Dear colleague,

Your $n^+n$ contact reduces to a chain of cells with one decaying mode. Put the contact at $x=0$ and cells of width $a$ at $x_j=(j+\tfrac12)a$; $E>0$ (contact positive) drives holes away from it. Holes hop right and left at rates
\begin{equation}
k_\pm=\frac{D_p}{a^2}\pm\frac{\mu_pE}{2a},
\end{equation}
which give drift $\mu_pE$ and diffusivity $D_p=\mu_pk_BT/q$, and they relax to $p_0$ with constant lifetime $\tau$. No hop crosses $x=0$, which is $J_p(0)=0$. With $\delta_j=p_j-p_0$ the steady state obeys
\begin{align}
k_+\delta_{j-1}+k_-\delta_{j+1}-(k_++k_-+1/\tau)\delta_j&=0,\quad j\ge1,\\
k_-\delta_1-(k_++1/\tau)\delta_0&=(k_+-k_-)p_0 .
\end{align}
Set $\delta_j=\delta_0\lambda^j$ with $\lambda=(\ell-a/2)/(\ell+a/2)$, and define $L_E=\mu_p|E|\tau$, $L_p^2=D_p\tau$. The bulk equation becomes $\ell^2\mp L_E\ell-(L_p^2+a^2/4)=0$ (upper sign for $E>0$), with decaying root
\begin{equation}
\ell_\pm=\tfrac12\Big[\sqrt{L_E^2+4L_p^2+a^2}\pm L_E\Big].
\end{equation}
Summing all rate equations gives $a\sum_j\delta_j=\mp p_0L_E$: net generation or recombination balances the distant hole current. The mode gives $a\sum_j\delta_j=\delta_0(\ell_\pm+a/2)$, and $\ell_+-\ell_-=L_E$, so exactly
\begin{equation}
\frac{p_{j=0}}{p_0}=\frac{\ell_\mp+a/2}{\ell_\pm+a/2}.
\end{equation}
As $a\to0$, $\lambda^j\to e^{-x/L_\pm}$ with $L_\pm=\frac12[\sqrt{L_E^2+4L_p^2}\pm L_E]$. Since $L_+L_-=L_p^2$ and $\mu_p|E|/D_p=L_E/L_p^2$, the limit is the general statement,
\begin{equation}
\frac{p(0)}{p_0}=\frac{1}{1\pm\mu_p|E|L_\pm/D_p}=\frac{L_\mp}{L_\pm}.
\end{equation}
Exclusion extends over $L_+$, accumulation over $L_-$, and the two contact densities multiply to $p_0^2$.

For your 20~$\Omega$\,cm n-Ge at 300~K I take typical $\mu_n=3900$, $\mu_p=1900$~cm$^2$/V\,s, $n_i=2.4\times10^{13}$~cm$^{-3}$ and an assumed $\tau=100~\mu$s, so the numbers are the model's. The resistivity and $n_0p_0=n_i^2$ fix $n_0=7.63\times10^{13}$, $p_0=7.54\times10^{12}$, $N_d=n_0-p_0=6.88\times10^{13}$~cm$^{-3}$. At 20~V/cm, $|J|=1.0$~A/cm$^2$, $D_p=49.1$~cm$^2$/s, $L_p=0.0701$~cm, $L_E=3.80$~cm, $L_+=3.801$~cm, $L_-=12.9~\mu$m. Positive rates need $a<2k_BT/q|E|=26~\mu$m; take $a=2~\mu$m.
\begin{center}
\begin{tabular}{lcc}
$p/p_0$ & exclusion & accumulation\\ \hline
continuum, $x=0$ & $3.40\times10^{-4}$ & $2.94\times10^{3}$\\
continuum, $x=a/2$ & $3.66\times10^{-4}$ & $2.72\times10^{3}$\\
chain, first cell & $3.66\times10^{-4}$ & $2.73\times10^{3}$
\end{tabular}
\end{center}
The third figure only compares the models. The contact densities are $2.6\times10^{9}$ and $2.2\times10^{16}$~cm$^{-3}$, and either polarity moves $p_0L_E=2.9\times10^{13}$ holes per cm$^2$.

The uniform field is the weak assumption. The Debye length is 0.55~$\mu$m ($\epsilon_r=16.2$, compiled by the Ioffe Institute), short against $L_-$, so $n=p+N_d$. Eliminating the field at fixed $J$, with $b=\mu_n/\mu_p$,
\begin{equation}
J_p=fJ-qD^*p',\qquad f=\frac{p}{bn+p},\qquad D^*=\frac{D_n(n+p)}{bn+p}.
\end{equation}
In exclusion the conductivity at the contact falls to $bN_d/(bn_0+p_0)=0.86$ of bulk. The local field rises by the factor 1.16, and $p(0)$, which scales as $E^{-2}$ for $L_E\gg L_p$, drops to 0.74 of the tabulated value. A leaky contact, $J_p(0)=-qS\,\delta(0)$, matters more. It gives $p(0)/p_0=(S+D_p/L_+)/(S+D_p/L_++\mu_pE)$, so $S=D_p/L_+=13$~cm/s already doubles $p(0)$. A bar shorter than $L_+$ is excluded throughout.

Accumulation fails outright, because the linear $p(0)$ passes $n_0$ at 1.1~V/cm. A bound survives for constant $\tau$ and neutrality. Here $J<0$, and $J_p\le0$ everywhere, so $-p'\le f|J|/qD^*<g=|J|/2qD_n$. Then $\delta(x)\ge\delta(0)-gx$. The sum rule still holds with the bulk field and requires $p_0L_E\ge\delta(0)^2/2g$, or
\begin{equation}
\delta(0)\le\sqrt{\frac{|J|\,p_0L_E}{qD_n}}=1.3\times10^{15}\ \mathrm{cm^{-3}},
\end{equation}
with $D_n=101$~cm$^2$/s. The linear excess is 17 times this bound. Test exclusion at 20~V/cm, and test the accumulation formula well below 1~V/cm.

With best regards.